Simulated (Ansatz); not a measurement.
## A series in volume scale on MgZn2

All results are calculated (Ansatz 0.2.0). Free energy against uniform scaling of the volume at fixed shape and fractions; periodic cell, basis, potentials, k mesh and filling as listed.

The cell before it is scaled or strained (space group P-62m, No. 189):
```
cell vectors (Å)
   4.9728     0.0000     0.0000
  -2.4864     4.3066     0.0000
   0.0000     0.0000     4.7729
atoms (fractions of the cell vectors)
Mg  0.66667  0.33333  0.50000
Mg  0.33333  0.66667  0.50000
Zn  0.00000  0.31962  0.00000
Zn  0.68038  0.68038  0.00000
Zn  0.31962  0.00000  0.00000
Zn  0.00000  0.00000  0.50000
```

Settings of every row: functional PBEsol; dispersion none; potentials PAW; wave cutoff 500 eV; density cutoff 2000 eV; k mesh 6x6x5; k shift 0x0x0; occupations fermi dirac; smearing width 0.1 eV; spin none.

Limits: coarse k mesh, up to 40 meV an atom off; the cell comes from a prototype or a list of computed structures and needn't be the stable phase.

```
row  volume scale  V (Å³/atom)  energy above lowest point (meV/atom)
  1          0.88       14.992                                    17
  2          0.92       15.673                                     ?
  3          0.96       16.355                                     0
  4             1       17.036                                   8.7
  5          1.04       17.717                                  25.5
  6          1.08       18.399                                  48.7
  7          1.12        19.08                                  76.7
```

Question: what energy above lowest point should row 2 give?

Worked fit of energy above lowest point. Take u = (V_r/V)^(2/3) − 1 with V_r = 17.377 Å³ an atom, which is twice the finite (Eulerian) strain; such expansions in the strain, on which the Birch-Murnaghan equation of state is built, carry the rest volume and the bulk modulus. The shown rows have u = 0.10343, 0.04124, 0.0133, -0.01284, -0.03738, -0.06043. Least squares give energy above lowest point = 16.22 − 646.98 × u + 6029.9 × u² + 2880 × u³ meV/atom; a parabola predicts inner rows, each left out in turn, worse (root mean square 0.47 against 0.025 meV/atom). All shown rows lie on it to the printed digit. Its lowest point lies at u = 0.0517, or V = 16.11 Å³ an atom, and the curvature there gives the bulk modulus at fixed shape and fractions, B = (4/9)(1 + u)² E″(u)/V = 63.3 GPa. Letting shape and atoms relax would as a rule lower it, by much in layered, chain or molecular crystals. The withheld row has u = 0.07123, so the fit gives 16.22 − 646.98 × (0.07123) + 6029.9 × (0.07123)² + 2880 × (0.07123)³ = 1.8 meV/atom.

The calculation gave 1.8 meV/atom. The fit meets it to the printed digit.
